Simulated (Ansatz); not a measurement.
## A series in volume per atom on Ta

Periodic Kohn-Sham DFT of a crystal at fixed atoms; pressure and stress are positive in compression; the energy is the free energy less that of spherical unpolarised free atoms; site moments are those in the method's own spheres, positive along +z. The results are calculated, by Ansatz 0.2.0.

Cell of the first row (space group Fm-3m, No. 225):
```
Ta
1.0
      0.0000     2.0669     2.0669
      2.0669     0.0000     2.0669
      2.0669     2.0669     0.0000
Ta
1
Direct
  0.00000 0.00000 0.00000
```

Settings of every row: method frozen-core PAW; functional PBEsol; relativity scalar; k mesh 17x17x17; filling fermi-dirac; smearing width 0.05 eV; wave cutoff 420 eV; paw set soft_2.

Atom start moment: 0 on all atoms.

Limits: PAW files made with PBE; no spin-orbit coupling on heavy atoms.

| row | volume per atom (Å³) | pressure (GPa) |
| --- | --- | --- |
| 1 | 17.661 | 6.57 |
| 2 | 18.036 | 1.954 |
| 3 | 18.412 | ? |
| 4 | 18.6 | -4.179 |
| 5 | 18.788 | -6.029 |
| 6 | 18.976 | -7.791 |
| 7 | 19.164 | -9.466 |
| 8 | 19.539 | -12.577 |
| 9 | 19.915 | -15.392 |

Question: what pressure should row 3 give?

Worked fit of pressure. Take u = (V_r/V)^(2/3) − 1 with V_r = 18.882 Å³ an atom, which is twice the finite (Eulerian) strain; such expansions in the strain, on which the Birch-Murnaghan equation of state is built, carry the rest volume and the bulk modulus. The shown rows have u = 0.04557, 0.03103, 0.01008, 0.00333, -0.00331, -0.00983, -0.02254, -0.03489. Least squares give pressure = −6.9222 + 265.783 × u + 662.1 × u² GPa; a straight line predicts inner rows, each left out in turn, worse (root mean square 0.35 against 0.0061 GPa). The rows lie off it by 0.006, -0.009, -0.003, 0.001, 0.004, 0.005, 0.000, -0.003 (root mean square 0.0047 GPa). The pressure vanishes at u = 0.0245, or V = 18.21 Å³ an atom, and there the bulk modulus at fixed shape and fractions is B = −V dP/dV = (2/3)(1 + u) dP/du = 204 GPa. The withheld row has u = 0.01695, so the fit gives −6.9222 + 265.783 × (0.01695) + 662.1 × (0.01695)² = -2.227 GPa.

The calculation gave -2.234 GPa. The fit lies 0.007 GPa (0.032 % of the column's range) above it; its largest miss of a shown row is 0.009 GPa.
